**Results and discussion: correlation shifts of the valence levels of Be⁺**

A calculation of a Be⁺ level has to decide whether frozen-core Dirac-Hartree-Fock (DHF) is enough, whether a core-polarisation formula can supply the remainder, or whether a correlation potential must be built. The answer depends on the orbital angular momentum l. DHF leaves the 2s removal energy 83 meV below the NIST value of 18.211 eV and the screened shift of 2p is 116 meV, while that of 4f is 0.4 meV.

B-spline many-body code 1, no-pair Dirac-Coulomb: Be+, one electron outside a closed 1s2 core, finite nucleus (rms radius 2.519 fm). Frozen-core Dirac-Hartree-Fock (DHF), then Brueckner orbitals from a second-order or RPA-screened correlation potential. Shifts add to the DHF removal energy; Breit and QED shifts cover the lowest s, p and d states only.

```tsv
state	removal energy, DHF (eV)	second order shift (eV)	Brueckner second order shift (eV)	screened shift (eV)	breit shift (eV)	QED shift (eV)	mean radius (bohr)	quantum defect
2s1/2	18.128	0.07880	0.07923	0.08579	-0.0006415	-0.0002063	2.271	0.2714
3s1/2	7.2525	0.01841	0.01848	0.02001	-0.0001623	-5.331e-05	5.631	0.2644
4s1/2	3.8880	0.006970	0.006988	0.007543	n/a	n/a	10.49	0.2623
2p1/2	14.135	0.1079	0.1093	0.1162	-0.0006308	3.690e-05	2.350	0.04577
3p1/2	6.2158	0.02925	0.02946	0.03117	-0.0001971	1.087e-05	6.026	0.04837
4p1/2	3.4740	0.01182	0.01189	0.01254	n/a	n/a	11.20	0.04910
2p3/2	14.134	0.1078	0.1092	0.1161	-0.0002421	3.216e-05	2.350	0.04571
3p3/2	6.2155	0.02922	0.02943	0.03114	-7.501e-05	9.470e-06	6.027	0.04831
4p3/2	3.4738	0.01181	0.01188	0.01253	n/a	n/a	11.20	0.04902
3d3/2	6.0490	0.004727	0.004744	0.005247	-1.322e-06	3.665e-07	5.240	0.001804
4d3/2	3.4026	0.002174	0.002183	0.002414	-7.703e-07	1.799e-07	10.49	0.002107
5d3/2	2.1776	0.001148	0.001152	0.001273	n/a	n/a	17.23	0.002238
3d5/2	6.0489	0.004726	0.004743	0.005246	-3.260e-08	3.197e-08	5.240	0.001786
4d5/2	3.4026	0.002174	0.002182	0.002414	-2.113e-08	3.852e-08	10.49	0.002089
5d5/2	2.1776	0.001148	0.001152	0.001273	n/a	n/a	17.23	0.002220
4f5/2	3.4015	0.0003636	0.0003638	0.0004034	n/a	n/a	8.998	0.0002556
5f5/2	2.1769	0.0002081	0.0002082	0.0002307	n/a	n/a	15.75	0.0002892
4f7/2	3.4014	0.0003635	0.0003638	0.0004034	n/a	n/a	8.998	0.0002467
5f7/2	2.1769	0.0002080	0.0002082	0.0002307	n/a	n/a	15.75	0.0002803
```

A positive shift means stronger binding. The second-order, Brueckner and screened columns are three versions of one correction, and the screened one enters the final energy E together with the Breit and QED shifts. The quantum defect δ is defined by E = Z²Ry/n*², with n* = n − δ and Z = 2, the charge seen outside the core. Nothing was fitted; the analysis printed below holds the ratios or the values from which they are formed.

**Distant electron.** An electron at distance r outside the 1s² core applies a field 1/r² (atomic units) and induces a dipole α/r², which lowers the energy by α/(2r⁴). A frozen core cannot respond, so this attraction appears as the correlation shift, ΔE = α⟨r⁻⁴⟩/2. For hydrogenic orbitals

⟨r⁻⁴⟩ = Z⁴[3n² − l(l+1)] / [2n⁵(l+3/2)(l+1)(l+1/2)l(l−1/2)].

The same calculation gives α = 0.05182 bohr³. For 3d, ⟨r⁻⁴⟩ = 16 × 21/(2 × 243 × 78.75) = 8.78 × 10⁻³ bohr⁻⁴, so ΔE = 0.02591 × 8.78 × 10⁻³ = 2.27 × 10⁻⁴ hartree, or 6.19 meV, against 5.25 meV in the table. Hydrogenic orbitals are justified for d and f, whose mean radii lie within 0.2 % of the hydrogenic values; the p orbitals are 3 to 6 % smaller, so the p estimates are only indicative. The denominator grows roughly as l⁵, which expresses the centrifugal barrier: the formula gives a 4d/4f ratio of 2.94/0.420 = 7.0, and the table gives 6.0.

The table reaches 0.96 of the estimate for f, 0.80 to 0.85 for d and 0.19 to 0.25 for p, and the estimate diverges for s. This order follows from the integrand, which near the nucleus goes as r^(2l−2). The lower l is, the more of the average is collected in and close to the core, where the attraction must level off and α/(2r⁴) is too strong. This dominates for p; for d, exchange with the core and the lag described below contribute as well. The static quadrupole term adds further binding and nominally widens the gap, to 0.67 for 3d, but for d the r⁻⁶ integrand does not vanish at the nucleus, so this estimate is collected largely in the core and overstates the term. Theory supplies a correction of opposite sign with the same r⁻⁶ form, since the core has a finite excitation energy and lags behind a moving electron; its size was not computed here. The α used is the RPA value of the run, and a correlation potential that sums a different set of diagrams need not carry exactly this α: second order reaches only 0.87 of the estimate for 4f. Little of the f average lies in the core, so the last 4 % may come largely from such a mismatch, and the agreement for f shows consistency at that level rather than accuracy.

**Penetrating electron.** In the opposite limit the shift is collected at the core, where the potential is much deeper than the binding energy. The inner lobes then have nearly the same shape for every n and their weight scales as n*⁻³. Differentiating the definition of δ gives the same power, ΔE ≈ 2Z²Ry Δδ/n*³, if Δδ is constant along a series. The product shift × n*³ changes by only 11 to 12 % along each series. For d and f it rises, as the factor 3 − l(l+1)/n² demands, by 11.7 % from 4f to 5f against 12.0 % predicted, and by less than predicted for d. For s and p it falls, a sign that the dipole formula does not give and whose cause these numbers leave open.

Orbital size does not order the shifts: 4s and 4d both have a mean radius of 10.49 bohr, yet 4s shifts 3.1 times as much. The irregular feature is that p lies above s although each s orbital is the more compact. The p/s ratio grows from 1.35 at n = 2 to 1.66 at n = 4, but this growth is only normalisation, because the scaled ratio is 0.8672/0.4431 = 1.96 at n = 2 and 0.7734/0.3939 = 1.96 at n = 4. A fixed short-range difference is therefore at work. The table does not split the shift into terms, but the natural source is the terms that depend on overlap with 1s. Exchange with the core and Pauli blocking (the valence electron occupies an orbital that the 1s² pair would otherwise use for its own correlation) both reduce the binding, and both are largest for an s electron, which shares the symmetry of the core and couples to it through the monopole. The node of the s orbital is an unlikely cause, since the induced attraction is strongest further in, where the inner lobe lies. Relativity is not the cause, as j partners share their shift to about the rounding.

**Quantum defects.** Removing the screened shift from E splits δ in two. Correlation supplies about 1.5 % of δ for s, 15 to 18 % for p, 65 to 72 % for d and over 90 % for the f5/2 levels. For s, p and d the rest is mostly penetration and exchange, already in DHF, and this part dies off faster with l than the r⁻⁴ tail. For the f5/2 levels the small remainder is mostly relativistic, since δ is defined by the nonrelativistic Rydberg formula; relativity also separates the f5/2 and f7/2 defects. The rise of δ along the p series comes from that rest, since the correlation part falls. By this reasoning higher l should approach the dipole formula more closely, and higher n should follow n*⁻³.

**Choice of potential.** Brueckner iteration adds at most 1.3 % to second order, most for 2p, so the orbitals relax little. The screened shift exceeds the Brueckner one in every row. For d and f the ratio stays between 1.105 and 1.109, as it would if only the effective α were rescaled; screening of the Coulomb interaction alone would lower α, so the attraction between the excited core electron and its hole is the likely source of the increase, though the table does not separate the two. For 2s the final energy lies 1.6 meV above NIST and Brueckner second order with Breit and QED 4.7 meV below. The omitted reduced-mass recoil would lower both by about 1.1 meV, which favours the screened value, on the evidence of this one level.

Fine structure needs equal treatment of both partners and of all n. From DHF to the final result the 2p interval falls from 8.91 to 6.60 cm⁻¹, whereas 4p rises from 1.14 to 1.22 cm⁻¹. The reversal is an artefact of applying Breit to the lowest states only: with Breit and QED taken out, 2p and 3p widen by 8.8 and 8.1 % of the DHF interval, in line with 7.7 % for 4p.

Printed output of the fit:

```
energy from defect vs DHF+screened(+Breit+QED where given): worst 0.48 meV (2s1/2); rounding about 1 meV for 2s
state  n*     shift*n*^3(eV) shift/DHF(%) defect: correlation part, rest, share(%)  radius/hydrogenic
2s1/2 1.7286 0.4431 0.473 0.004086 0.267314 1.5 0.7570
3s1/2 2.7356 0.4096 0.276 0.003771 0.260629 1.4 0.8342
4s1/2 3.7377 0.3939 0.194 0.003624 0.258676 1.4 0.8742
2p1/2 1.9542 0.8672 0.822 0.008017 0.037753 17.5 0.9400
3p1/2 2.9516 0.8015 0.501 0.007392 0.040978 15.3 0.9642
4p1/2 3.9509 0.7734 0.361 0.007124 0.041976 14.5 0.9739
3d3/2 2.9982 0.1414 0.087 0.001300 0.000504 72.1 0.9981
4d3/2 3.9979 0.1543 0.071 0.001418 0.000689 67.3 0.9990
5d3/2 4.9978 0.1589 0.058 0.001461 0.000777 65.3 0.9988
4f5/2 3.9997 0.0258 0.012 0.000237 0.000018 92.8 0.9998
5f5/2 4.9997 0.0288 0.011 0.000265 0.000024 91.6 1.0000
series: exponent of shift in n*; change of shift*n*^3; Brueckner/second order; screened/Brueckner
2s-4s: -3.15; -11.1 %; 1.0026-1.0055; 1.079-1.083
2p-4p: -3.16; -10.8 %; 1.0059-1.0130; 1.055-1.063
3d-5d: -2.77; +12.4 %; 1.0035-1.0041; 1.105-1.106
4f-5f: -2.50; +11.7 %; 1.0005-1.0010; 1.108-1.109
shift ratio p/s: n=2 1.35, n=3 1.56, n=4 1.66
n=4 ratios: s/d 3.12 (radii 10.49, 10.49 bohr), d/f 5.98, p/f 31.1
largest j-partner difference of shift 0.10 % (rounding up to 0.08 %); largest |Breit+QED|/shift 1.08 %
polarisation estimate (meV): table, dipole, table/dipole, quadrupole, table/(dipole+quadrupole); diverges for s
2p1/2 116.2000 470.0196 0.247 quadrupole diverges
3p1/2 31.1700 154.7389 0.201 quadrupole diverges
4p1/2 12.5400 67.5653 0.186 quadrupole diverges
3d3/2 5.2470 6.1896 0.848 1.6115 0.673
4d3/2 2.4140 2.9376 0.822 0.9322 0.624
5d3/2 1.2730 1.5814 0.805 0.5392 0.600
4f5/2 0.4034 0.4197 0.961 0.0102 0.938
5f5/2 0.2307 0.2407 0.959 0.0075 0.930
dipole estimate*n^3 change: 3d-5d +18.3 %, 4f-5f +12.0 %
2s minus NIST 18.2111 eV (meV, rounding 0.5): DHF -83.1; Breit+QED alone -0.85
 with Breit+QED: second order -5.1, Brueckner -4.7, screened +1.8
 final energy of the run +1.6; omitted reduced-mass shift for mass 9 u -1.1
p doublets (cm-1): DHF, final, Breit part, QED part, remaining change (% of DHF)
2p: 8.912 6.603 -3.135 +0.038 +0.788 (+8.8 %)
3p: 2.690 1.935 -0.985 +0.011 +0.218 (+8.1 %)
4p: 1.136 1.224 +0.000 +0.000 +0.088 (+7.7 %) (Breit and QED not computed)
```
